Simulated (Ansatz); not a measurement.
**Ligand exchange: GeH2(CH3)I + BH2(SH) → GeH2(CH3)(SH) + BH2I**

Species: GeH2(CH3)I, singlet; BH2(SH), singlet; GeH2(CH3)(SH), singlet; BH2I `BI`, singlet. The partners trade I for SH: Ge–I and B–SH bonds give way to Ge–SH and B–I.

Shapes, held fixed at every level: PBE0-D4/def2-TZVP. Flexible molecules stand in one conformer, not always the lowest. Programs: Ansatz 0.2.0. The zero-point and thermal change to 298 K, harmonic and unscaled (PBE0-D4/def2-TZVP), is -3.1 kJ/mol.

Task: Estimate ΔH(298 K) of this reaction.

Result: The highest level, CCSD(T)/def2-TZVPP, gives ΔH(298 K) = +61.4 kJ/mol; the levels span +61.4 to +76.4. The column of differences is taken from that level and isn't an error. No measured value is set beside it here. For atoms past krypton def2 sets carry core potentials with scalar relativity. Relativity is left out for Ge. Outer-core shells of Ge, I are correlated in most correlated rows, in sets that cover them unevenly.

| level | kind | ΔH(298 K) (kJ/mol) | less CCSD(T)/def2-TZVPP |
| --- | --- | --- | --- |
| r2SCAN-D4/def2-TZVPP | meta-GGA | +69.4 | +8.0 |
| wB97X-V/def2-TZVPP | range-separated hybrid | +68.1 | +6.7 |
| B2PLYP/def2-TZVPP | double hybrid | +67.2 | +5.8 |
| MP2/def2-SVP | perturbation theory | +76.4 | +15.0 |
| MP2/def2-TZVPP | perturbation theory | +62.7 | +1.3 |
| CCSD(T)/def2-SVP | coupled cluster or CI | +75.1 | +13.7 |
| CCSD(T)/def2-TZVPP | coupled cluster or CI | +61.4 | 0.0 |

The exchange is clearly endothermic at every level, so in enthalpy the pairing of boron with sulfur and germanium with iodine is preferred. The likely reason lies mainly at boron. Its formally empty p orbital accepts π density from a sulfur lone pair, and iodine, with its larger, more diffuse valence orbitals, is a weaker partner in both σ and π bonding. Tetravalent germanium has no comparable vacant valence p orbital, so replacing Ge–I by Ge–S probably recovers only part of what is lost when B–S becomes B–I.

Basis size matters far more here than correlation beyond MP2: going from def2-SVP to def2-TZVPP lowers the CCSD(T) value by 13.7 kJ/mol, and MP2 follows it closely in both sets. This suggests that the remaining basis error could rival the offsets of the density functionals, which therefore don't securely rank their accuracy. The sign is well supported, but the reaction enthalpy alone can't separate π donation from differences in σ-bond strength.
